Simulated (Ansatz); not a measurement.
## NdCd: energy above lowest point against volume scale

Results calculated with Ansatz 0.2.0, not measured. Free energy against uniform scaling of the volume at fixed shape and fractions; periodic cell, basis, potentials, k mesh and filling as listed.

The cell before it is scaled or strained (space group Pm-3m, No. 221):
```
NdCd
1.0
      3.8446     0.0000     0.0000
      0.0000     3.8446     0.0000
      0.0000     0.0000     3.8446
Nd Cd
1 1
Direct
  0.50000 0.50000 0.50000
  0.00000 0.00000 0.00000
```

Settings of every row: functional PBEsol; dispersion none; potentials PAW; wave cutoff 470 eV; density cutoff 1880 eV; k mesh 8x8x8; k shift 0x0x0; occupations gaussian; smearing width 0.1 eV; spin collinear; SCF threshold exponent -10.

Limits: a known weakness of the program can leave such a cell on a higher state; coarse k mesh, up to 40 meV an atom off; state may not be the lowest; the cell comes from a prototype or a list of computed structures and needn't be the stable phase.

```csv
row,volume scale,V (Å³/atom),energy above lowest point (meV/atom)
1,0.9,25.572,?
2,0.925,26.282,7
3,0.95,26.993,1
4,0.975,27.703,0
5,1,28.413,3.6
6,1.025,29.124,11.3
7,1.05,29.834,22.4
8,1.075,30.544,36.6
9,1.1,31.255,53.4
```

Question: what energy above lowest point should row 1 give?

Worked fit of energy above lowest point. Take u = (V_r/V)^(2/3) − 1 with V_r = 28.768 Å³ an atom, which is twice the finite (Eulerian) strain; such expansions in the strain, on which the Birch-Murnaghan equation of state is built, carry the rest volume and the bulk modulus. The shown rows have u = 0.06211, 0.04337, 0.02547, 0.00831, -0.00817, -0.02396, -0.03915, -0.05378. Least squares give energy above lowest point = 7 − 462.9 × u + 7455 × u² meV/atom; a straight line predicts inner rows, each left out in turn, worse (root mean square 8.2 against 0.066 meV/atom). The rows lie off it by 0.0, 0.1, 0.0, -0.1, 0.0, 0.0, 0.1, -0.1. The withheld row has u = 0.08167, so the fit gives 7 − 462.9 × (0.08167) + 7455 × (0.08167)² = 18.9 meV/atom.

The calculation gave 19.3 meV/atom. The fit lies 0.4 meV/atom (2.1 % of the value, 0.75 % of the column's range) below it; its largest miss of a shown row is 0.1 meV/atom. This row lies beyond the range of the fit.
